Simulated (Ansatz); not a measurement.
Ligand exchange: C2H7O2Y + CH6GeO2 → CH5O3Y + C2H8GeO

Gas-phase species: C2H7O2Y `C[O][Y]([CH3])[OH]`, singlet; CH6GeO2 `C[O][GeH2][OH]`, singlet; CH5O3Y `C[O][Y]([OH])[OH]`, singlet; C2H8GeO `C[O][GeH2][CH3]`, singlet. The partners trade CH3 for OH: Y–CH3 and Ge–OH bonds give way to Y–OH and Ge–CH3.

Shapes, held fixed at every level: PBE0-D4/def2-TZVP. Flexible molecules stand in one conformer, not always the lowest. Programs: Ansatz 0.2.0. Electronic energies: no zero-point or thermal term.

(1) Estimate ΔE of this reaction.

Answers

(1) The highest level, CCSD(T)/def2-TZVPP, gives ΔE = -151.7 kJ/mol; the levels span -156.0 to -148.6. The column of differences is taken from that level and isn't an error. No measured value is set beside it here. For atoms past krypton def2 sets carry core potentials with scalar relativity. Relativity is left out for Ge. Outer-core shells of Ge, Y are correlated, in sets that cover them unevenly.

```json
{"level": "HF/def2-TZVPP", "kind": "Hartree–Fock", "ΔE (kJ/mol)": "-148.6", "less CCSD(T)/def2-TZVPP": "+3.1"}
{"level": "r2SCAN-D4/def2-TZVPP", "kind": "meta-GGA", "ΔE (kJ/mol)": "-153.2", "less CCSD(T)/def2-TZVPP": "-1.5"}
{"level": "B3LYP-D4/def2-TZVPP", "kind": "global hybrid", "ΔE (kJ/mol)": "-156.0", "less CCSD(T)/def2-TZVPP": "-4.3"}
{"level": "PBE0-D4/def2-TZVPP", "kind": "global hybrid", "ΔE (kJ/mol)": "-153.2", "less CCSD(T)/def2-TZVPP": "-1.5"}
{"level": "r2SCAN0-D4/def2-TZVPP", "kind": "global hybrid", "ΔE (kJ/mol)": "-153.6", "less CCSD(T)/def2-TZVPP": "-1.9"}
{"level": "wB97X-V/def2-TZVPP", "kind": "range-separated hybrid", "ΔE (kJ/mol)": "-154.6", "less CCSD(T)/def2-TZVPP": "-2.9"}
{"level": "CCSD(T)/def2-TZVPP", "kind": "coupled cluster or CI", "ΔE (kJ/mol)": "-151.7", "less CCSD(T)/def2-TZVPP": "0.0"}
```

The exchange is strongly exothermic at every level, with -151.7 kJ/mol from CCSD(T): hydroxide prefers yttrium and methyl prefers germanium. Yttrium(III) is a hard, strongly electropositive d0 centre, so its bonds are largely ionic. Oxygen carries the negative charge far better than a methyl carbon and can also donate lone-pair density into the empty 4d orbitals. Germanium(IV) is much closer to carbon in electronegativity and forms a good covalent Ge–C bond, so it loses less when it gives up hydroxide.

Hartree–Fock already recovers nearly the whole energy, which suggests that electrostatics and charge transfer set the preference. Correlation contributions largely cancel because the number and formal type of bonds are conserved. The density functionals all make the reaction slightly more exothermic than CCSD(T), while Hartree–Fock makes it slightly less so, but these shifts are small beside the driving force. The reaction energy fixes only the difference between the two metals' preferences, not the strength of any single bond.
